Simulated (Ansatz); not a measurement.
# BAs: sound and stiffness along [100], [110] and [111]

Theory: Ansatz 0.2.0, DFT LDA, scalar-relativistic, plane waves, PAW. Plane waves to 420 eV; Γ-centred k mesh 8×8×8; fixed occupations. No spin polarisation.

The cell is fixed (symmetry leaves no force on the atoms) and stands under 0.0 GPa:
```xyz
2
Lattice="0.0000 2.3663 2.3663 2.3663 0.0000 2.3663 2.3663 2.3663 0.0000" Properties=species:S:1:pos:R:3 pbc="T T T"
B     0.0000    0.0000    0.0000
As    1.1831    1.1831    1.1831
```

The cell is the ideal cubic zincblende prototype.

With ions relaxed, on the cubic axes: C11 = 289.3, C12 = 75.8, C44 = 156.0 GPa. The density is 5.372 g/cm³.

Question: Is the crystal stable against strain, and how anisotropic is it?

Answer: Born's conditions hold: C11 + 2C12 = 440.9, C11 − C12 = 213.5 and C44 = 156.0 GPa are all positive. B = (C11 + 2C12)/3 = 147.0 GPa. The two shear moduli are C44 and C′ = (C11 − C12)/2 = 106.7 GPa, so Zener's ratio is A = C44/C′ = 1.46: the tetragonal shear C′ is the soft one, as in many fcc and bcc metals and zincblende crystals. The Cauchy pressure C12 − C44 is -80.1 GPa; it would vanish for pair forces between atoms on inversion centres at zero pressure, and a negative value is usual with directional bonding, though many-body forces give one in some ionic oxides too.

Question: Give the sound speeds along the three symmetry directions.

Answer: The Christoffel equation gives ρv² for each branch:
| direction | branch | ρv² | GPa | v (m/s) |
| --- | --- | --- | --- | --- |
| [100] | L | C11 | 289.3 | 7338 |
| [100] | T (×2) | C44 | 156.0 | 5388 |
| [110] | L | (C11 + C12 + 2C44)/2 | 338.5 | 7938 |
| [110] | T, u ∥ [001] | C44 | 156.0 | 5388 |
| [110] | T, u ∥ [1-10] | (C11 − C12)/2 | 106.7 | 4457 |
| [111] | L | (C11 + 2C12 + 4C44)/3 | 354.9 | 8128 |
| [111] | T (×2) | (C11 − C12 + C44)/3 | 123.1 | 4788 |

In a piezoelectric crystal some branches stiffen further, which is left out.

Question: How does Young's modulus depend on direction?

Answer: Inverting gives S11 = 3.879, S12 = -0.806, S44 = 6.412 TPa⁻¹. Along a unit vector (l, m, n), 1/E = S11 − 2(S11 − S12 − S44/2)(l²m² + m²n² + n²l²), where the last bracket is 0, 1/4 and 1/3 for [100], [110] and [111]: E = 258, 318 and 346 GPa. With A > 1 the body diagonal is stiffest. For a film on (001), the biaxial modulus is C11 + C12 − 2C12²/C11 = 325 GPa and the normal strain is −2C12/C11 = -0.52 times the in-plane one.

Cost: 2 runs of about 1.3 core-minutes in all, on Oxide Virtual Turin-like Processor (Zen 5) (shared hosts).

BAs resists shear almost as strongly as compression, with C44 even exceeding the bulk modulus, as expected for a network of short, directional sp³ bonds. Boron has no p shell in its core, which allows close overlap with arsenic, and the small electronegativity difference keeps the bonds largely covalent, so bending them is costly. The anisotropy follows from the geometry of the tetrahedral network. Tension along [111] directly stretches the bonds parallel to it, whereas along [100] the structure can yield more through changes in bond angle. Young's modulus and the longitudinal speed therefore both rise from [100] through [110] to [111]. In a valence-force picture, the tetragonal shear is resisted mainly by angular forces, while C44 also involves bond stretching, partly relieved by the displacement of the two sublattices. This makes the [1-10]-polarised wave along [110] the slowest. These elastic constants describe only long-wavelength acoustic modes, so they don't by themselves explain the well-known high thermal conductivity of BAs, which also depends on the acoustic–optical gap and phonon scattering.
